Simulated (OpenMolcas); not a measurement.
**CF2 (SMILES F[C]F): methods side by side**

CF2: 3 atoms, total charge 0, spin state singlet. SMILES: `F[C]F`. The shape is that of a GFN2-xTB optimisation.

```xyz
3

F     0.3969    1.0328    0.3328
C     0.3268   -0.2722    0.1497
F    -0.7238   -0.7606   -0.4825
```

Quantity: the energy change with the C2–F3 bond stretched from 1.320 to 1.980 Å, in eV. The values are calculated.

```csv
level,kind,program,value (eV),less FCI/STO-3G
HF/STO-3G (restricted),Hartree–Fock,OpenMolcas,4.82,+2.26
PBE/STO-3G (restricted),GGA,OpenMolcas,2.65,+0.09
r2SCAN/STO-3G (restricted),meta-GGA,OpenMolcas,2.97,+0.41
B3LYP/STO-3G (restricted),global hybrid,OpenMolcas,3.18,+0.62
B2PLYP/STO-3G (restricted),double hybrid,OpenMolcas,3.37,+0.81
MP2/STO-3G (restricted),perturbation theory,OpenMolcas,3.66,+1.10
"SC-NEVPT2(2,2)/STO-3G",multireference,OpenMolcas,2.57,+0.01
CISD/STO-3G (restricted),coupled cluster or CI,OpenMolcas,2.98,+0.42
FCI/STO-3G,exact in the basis,OpenMolcas,2.56,0.00
```

FCI/STO-3G is exact within its basis and frozen core, so for wave-function methods in that basis the difference is their error; functionals converge differently with the basis, so for them it is only a difference. Spin-restricted single references rise too steeply as a bond breaks, Hartree–Fock most of all. The first shape isn't each level's own minimum. The values span 2.56 to 4.82 eV. All rows use very small basis sets, so even the best lies far from the true value.

Stretching the C–F bond brings its σ and σ* orbitals closer in energy, so the doubly excited σ*² configuration gains weight. A single closed-shell determinant cannot include it and retains too much ionic character, which explains the Hartree–Fock excess of 2.26 eV. MP2 removes much of this but still treats the configuration as a small perturbation. CISD admits it variationally and cuts the error to 0.42 eV; what remains probably reflects the missing higher excitations, which would correlate the other electrons in the σ*² configuration. SC-NEVPT2(2,2) comes within 0.01 eV of FCI, which suggests that one electron pair in two orbitals carries most of the static correlation here.

Among the functionals, the hybrids lie above the two semilocal forms, as expected when exact exchange brings back part of the Hartree–Fock behaviour. PBE's closeness to FCI probably owes much to semilocal exchange mimicking static correlation, and is no evidence of a correct description of the stretched bond. The energies describe a partly stretched bond, not the dissociation limit, so they are not bond dissociation energies.
